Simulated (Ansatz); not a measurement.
A series in volume scale on Bi2Te2Se

Results calculated with Ansatz 0.2.0, not measured. Free energy against uniform scaling of the volume at fixed shape and fractions; periodic cell, basis, potentials, k mesh and filling as listed.

The cell before it is scaled or strained (space group R-3m, No. 166):
```
Bi2Te2Se
1.0
      2.1610     1.2476    10.5856
     -2.1610     1.2476    10.5856
      0.0000    -2.4953    10.5856
Bi Te Se
2 2 1
Direct
  0.60828 0.60828 0.60828
  0.39172 0.39172 0.39172
  0.21960 0.21960 0.21960
  0.78040 0.78040 0.78040
  0.00000 0.00000 0.00000
```

Settings of every row: functional PBEsol; dispersion none; potentials PAW; wave cutoff 500 eV; density cutoff 2000 eV; k mesh 6x6x6; k shift 0x0x0; occupations fixed; smearing width 0 eV; spin none.

Limits: a layered crystal: even scaling strains the bonds within the layers, so this curve is stiffer than the crystal under pressure; coarse k mesh, up to 40 meV an atom off; no spin-orbit coupling, which can matter with elements this heavy; the cell comes from a prototype or a list of computed structures and needn't be the stable phase.

| row | volume scale | V (Å³/atom) | pressure (GPa) | energy above lowest point (meV/atom) |
| --- | --- | --- | --- | --- |
| 1 | 0.92 | 31.508 | 3.17 | 16.2 |
| 2 | 0.9467 | 32.423 | 1.38 | 3.4 |
| 3 | 0.9733 | 33.334 | -0.16 | 0 |
| 4 | 1 | 34.248 | -1.49 | 4.8 |
| 5 | 1.0267 | 35.163 | ? | ? |
| 6 | 1.0533 | 36.074 | -3.6 | 34.4 |
| 7 | 1.08 | 36.988 | -4.44 | 57.4 |

Question: what pressure and energy above lowest point should row 5 give?

Worked fit of pressure. Take u = (V_r/V)^(2/3) − 1 with V_r = 33.791 Å³ an atom, which is twice the finite (Eulerian) strain; such expansions in the strain, on which the Birch-Murnaghan equation of state is built, carry the rest volume and the bulk modulus. The shown rows have u = 0.04774, 0.02793, 0.00912, -0.00892, -0.04265, -0.05849. Least squares give pressure = −0.848 + 73.87 × u + 214.7 × u² GPa; a straight line predicts inner rows, each left out in turn, worse (root mean square 0.24 against 0.007 GPa). The rows lie off it by 0.00, 0.00, 0.00, 0.00, 0.01, -0.01. The pressure vanishes at u = 0.0111, or V = 33.24 Å³ an atom, and there the bulk modulus at fixed shape and fractions is B = −V dP/dV = (2/3)(1 + u) dP/du = 53 GPa. Letting shape and atoms relax would as a rule lower it, by much in layered, chain or molecular crystals. The withheld row has u = -0.02618, so the fit gives −0.848 + 73.87 × (-0.02618) + 214.7 × (-0.02618)² = -2.63 GPa.

The calculation gave -2.63 GPa. The fit meets it to the printed digit.

Worked fit of energy above lowest point. Take u = (V_r/V)^(2/3) − 1 with V_r = 33.791 Å³ an atom, which is twice the finite (Eulerian) strain; such expansions in the strain, on which the Birch-Murnaghan equation of state is built, carry the rest volume and the bulk modulus. The shown rows have u = 0.04774, 0.02793, 0.00912, -0.00892, -0.04265, -0.05849. Least squares give energy above lowest point = 1.47 − 267.6 × u + 11940 × u² + 2795 × u³ meV/atom; a parabola predicts inner rows, each left out in turn, worse (root mean square 0.13 against 0.045 meV/atom). All shown rows lie on it to the printed digit. Its lowest point lies at u = 0.0112, or V = 33.23 Å³ an atom, and the curvature there gives the bulk modulus at fixed shape and fractions, B = (4/9)(1 + u)² E″(u)/V = 52.7 GPa. Letting shape and atoms relax would as a rule lower it, by much in layered, chain or molecular crystals. The withheld row has u = -0.02618, so the fit gives 1.47 − 267.6 × (-0.02618) + 11940 × (-0.02618)² + 2795 × (-0.02618)³ = 16.6 meV/atom.

The calculation gave 16.6 meV/atom. The fit meets it to the printed digit.
